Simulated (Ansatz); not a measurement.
Bulk crystal (Pt) after relaxation:

```
CELL_PARAMETERS angstrom
0.00000 1.98506 1.98506
1.98506 0.00000 1.98506
1.98506 1.98506 0.00000
ATOMIC_POSITIONS crystal
Pt 0.00000 0.00000 0.00000
```

Miller indices refer to the conventional cell of Fm-3m (No. 225), a = 3.970 Å, b = 3.970 Å, c = 3.970 Å, α = 90.00°, β = 90.00°, γ = 90.00°.

The (110) slab of 8 planes, 9.8 Å thick with 15 Å of vacuum as cut; outer planes Pt (top) and Pt (bottom).

Method: DFT PBE, scalar-relativistic, plane waves, PAW (Ansatz). Plane waves to 420 eV, a k mesh through Γ of 12×9×1 on the computed 8-atom cell and Gaussian smearing (0.10 eV); no spin polarisation. A dipole correction removes the field between periodic images along c.

With the atoms at the bulk's places:

```yaml
Surface_energy_mean_of_both_faces: 2.04 J/m²
Work_function: 5.35 eV
```

Problem. What changes when all atoms relax?

Solution. The energy falls by 0.140 J/m² a face, and the largest move is 0.13 Å.

```json
{"Surface energy (mean of both faces)": "1.90 J/m²", "Work function": "5.28 eV"}
```

```
plane (bottom to top)  atoms  spacing to next, bulk (Å)  relaxed (Å)  change (%)
                    1     Pt                      1.404        1.188       -15.3
                    2     Pt                      1.404        1.513        +7.8
                    3     Pt                      1.404        1.380        -1.7
                    4     Pt                      1.404        1.402        -0.1
                    5     Pt                      1.404        1.380        -1.7
                    6     Pt                      1.404        1.513        +7.8
                    7     Pt                      1.404        1.188       -15.3
                    8     Pt
```

Slabs this thin can still miss converged surface energies by a few hundredths of a J/m² and work functions by about a tenth of an eV.

Spin-orbit coupling is left out, which matters for the bands of heavy elements.

γ = (E_slab − N·E_bulk)/2A = 2.637 eV / (2 × 11.15 Å²) = 118.3 meV/Å² = 1.90 J/m², with N = 8 atoms. The cut crosses 6 bonds a cell (neighbours within 10 % of the shortest distances), so each costs 0.44 eV on this count. The top spacing shrinks by 15.3 %, as is usual at a metal's surface, where atoms that lost neighbours bind closer to those left; the next one widens by 7.8 %, so the relaxation alternates in sign.

The large contraction reflects how open the (110) face is: its outermost atoms keep only seven of twelve nearest neighbours, and their remaining d bonds strengthen as electron density redistributes. Because the bonds between adjacent planes are slanted, a 15.3 % smaller spacing shortens them by a much smaller fraction. Each top atom also sits directly above a nearest neighbour in the third plane, so widening the second spacing by 7.8 % limits the compression of that vertical bond. The oscillation decays rapidly inward, although the central spacing, at -0.1 %, breaks the strict alternation and is essentially bulk-like. Relaxation lowers the surface energy but barely changes the work function, so its main effect is on bonding rather than on the surface dipole.

These results describe the unreconstructed face, not the ground state of Pt(110): the clean surface is known to form a missing-row reconstruction with (111)-like microfacets, which a cell with one atom per plane cannot accommodate.
